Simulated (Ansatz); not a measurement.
## TaN: the change of pressure and energy less free atoms with volume scale

Results calculated with Ansatz 0.2.0, not measured. Periodic Kohn-Sham DFT of a crystal at fixed atoms, scaled to volume_scale times the given cell; pressure positive in compression, energy less spherical unpolarised free atoms, largest_vzz the field gradient of largest size among the nuclei.

The cell before it is scaled or strained (space group P-6m2, No. 187):
```
TaN
1.0
      2.9380     0.0000     0.0000
     -1.4690     2.5444     0.0000
      0.0000     0.0000     2.8830
Ta N
1 1
Direct
  0.33333 0.66667 0.50000
  0.00000 0.00000 0.00000
```

Settings of every row: method all-electron LAPW; functional LDA; relativity scalar; k mesh 12x12x10; filling fermi-dirac; smearing width 0.02 eV; basis error target 0.25 meV/atom; nucleus gaussian.

Atom start moment: 0 on all atoms.

Limits: no spin-orbit coupling on heavy atoms.

```csv
row,volume scale,V (Å³/atom),pressure (GPa),energy less free atoms (eV/atom)
1,0.94,10.129,11.789,-11.3527
2,0.96,10.345,3.161,-11.3626
3,0.98,10.56,-4.574,-11.3616
4,0.99,10.668,-8.136,-11.3573
5,1,10.776,-11.509,-11.3507
6,1.01,10.884,?,?
7,1.02,10.991,-17.723,-11.331
8,1.04,11.207,-23.29,-11.3033
9,1.06,11.422,-28.274,-11.2686
```

Question: what pressure and energy less free atoms should row 6 give?

Worked fit of pressure. Take u = (V_r/V)^(2/3) − 1 with V_r = 10.722 Å³ an atom, which is twice the finite (Eulerian) strain; such expansions in the strain, on which the Birch-Murnaghan equation of state is built, carry the rest volume and the bulk modulus. The shown rows have u = 0.03866, 0.02415, 0.0102, 0.00337, -0.00334, -0.01638, -0.02906, -0.04129. Least squares give pressure = −9.8479 + 504.517 × u + 1420.55 × u² GPa; a straight line predicts inner rows, each left out in turn, worse (root mean square 0.73 against 0.017 GPa). The rows lie off it by 0.009, -0.004, -0.020, -0.004, 0.008, 0.008, 0.020, -0.016 (root mean square 0.013 GPa). The pressure vanishes at u = 0.0186, or V = 10.43 Å³ an atom, and there the bulk modulus at fixed shape and fractions is B = −V dP/dV = (2/3)(1 + u) dP/du = 378 GPa. Letting shape and atoms relax would as a rule lower it, by much in layered, chain or molecular crystals. The withheld row has u = -0.00995, so the fit gives −9.8479 + 504.517 × (-0.00995) + 1420.55 × (-0.00995)² = -14.727 GPa.

The calculation gave -14.701 GPa. The fit lies 0.026 GPa (0.065 % of the column's range) below it; its largest miss of a shown row is 0.020 GPa.

Worked fit of energy less free atoms. Take u = (V_r/V)^(2/3) − 1 with V_r = 10.722 Å³ an atom, which is twice the finite (Eulerian) strain; such expansions in the strain, on which the Birch-Murnaghan equation of state is built, carry the rest volume and the bulk modulus. The shown rows have u = 0.03866, 0.02415, 0.0102, 0.00337, -0.00334, -0.01638, -0.02906, -0.04129. Least squares give energy less free atoms = −11.35427 − 0.9871 × u + 26.475 × u² + 3 × u³ eV/atom; a parabola predicts inner rows, each left out in turn, worse (root mean square 5.2e-05 against 2.8e-05 eV/atom). All shown rows lie on it to the printed digit. Its lowest point lies at u = 0.0186, or V = 10.43 Å³ an atom, and the curvature there gives the bulk modulus at fixed shape and fractions, B = (4/9)(1 + u)² E″(u)/V = 377 GPa. Letting shape and atoms relax would as a rule lower it, by much in layered, chain or molecular crystals. The withheld row has u = -0.00995, so the fit gives −11.35427 − 0.9871 × (-0.00995) + 26.475 × (-0.00995)² + 3 × (-0.00995)³ = -11.3418 eV/atom.

The calculation gave -11.3419 eV/atom. The fit lies 0.0001 eV/atom (0.11 % of the column's range) above it, one unit of the last digit.
